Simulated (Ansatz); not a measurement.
Method: Ansatz, DFT PBE, scalar-relativistic, plane waves, PAW. All cells share a 420 eV cutoff and Γ-centred k meshes spaced at most about 0.3 Å⁻¹ (about 0.25 or finer for metals, 2π included). Collinear spin in cells that started with moments and kept them past the coarse steps, no spin elsewhere.

All energies are static (0 K, no zero-point motion).

Compare these two cells of Fe2Pt, each relaxed at this level.

A. (site moments Fe 2.8 (×4); Pt 0.3 (×2) μB)

```
CELL_PARAMETERS angstrom
2.69296 0.00000 0.00000
-1.34648 2.33217 0.00000
0.00000 0.00000 12.95941
ATOMIC_POSITIONS crystal
Fe 0.33333 0.66667 0.92019
Fe 0.33333 0.66667 0.57981
Fe 0.66667 0.33333 0.07981
Fe 0.66667 0.33333 0.42019
Pt 0.33333 0.66667 0.25000
Pt 0.66667 0.33333 0.75000
```

B. (site moments Fe 2.8 (×2); Pt 0.5 μB)

```
CELL_PARAMETERS angstrom
4.18529 0.00000 0.00000
-2.09264 3.62456 0.00000
0.00000 0.00000 2.64753
ATOMIC_POSITIONS crystal
Fe 0.33333 0.66667 0.88567
Fe 0.66667 0.33333 0.11433
Pt 0.00000 0.00000 0.50000
```

Question: Which form is favoured at zero pressure, and by what margin per atom?

Answer: B is lower, by 87 meV/atom. A has Fe and Pt ordered on hcp sites, space group P6_3/mmc (No. 194), 13.6 Å³/atom and no gap on its mesh; B has Fe and Pt ordered on bcc sites, space group P-3m1 (No. 164), 13.4 Å³/atom and no gap. Counting all near atoms (those within 1.25 times the shortest distance at each site; a plus sign parts nearer from farther groups), A has Fe 12, Pt 12 and B has Fe 8+3, Pt 8+6. In A, Fe has 9 Fe at 2.59–2.69 Å and 3 Pt at 2.70 Å; Pt has 6 Pt at 2.69 Å and 6 Fe at 2.70 Å. In B, around Fe lie 3 Fe at 2.49 Å, 3 Pt at 2.62 Å, 2 Fe at 2.65 Å, 3 Pt at 2.91 Å and 3 Fe at 3.16 Å; around Pt lie 6 Fe at 2.62 Å, 2 Pt at 2.65 Å and 6 Fe at 2.91 Å. Both come from invented guesses.

Spin–orbit coupling, which can matter for Pt, is left out. The magnetic state reached may not be the lowest. Cells relaxed within their symmetry can be saddle points. Some structure types and database cells were kept out of the candidates from the start, so a known form may be missing.

The preference for B probably reflects how the two orderings distribute unlike neighbours. A gathers platinum into close-packed sheets, where each Pt has six Pt neighbours at 2.69 Å, shorter than in elemental platinum, because the larger atom must share its in-plane spacing with iron. B also has short Pt–Pt contacts, at 2.65 Å, but only two per Pt, and surrounds it with twelve Fe atoms in two shells. This favours Fe 3d–Pt 5d hybridisation, in keeping with the ordering tendency of Fe–Pt alloys, and relieves much of the size mismatch.

The larger Pt moment in B fits this picture, since platinum is polarised by its iron neighbours. The Fe moments are the same in both cells, so a loss of local iron magnetism does not explain the gap. B is also slightly denser, which suggests that modest compression would not reverse the order. The ranking does not show that B would resist separation into the known fcc-based ordered phases FePt and Fe3Pt.
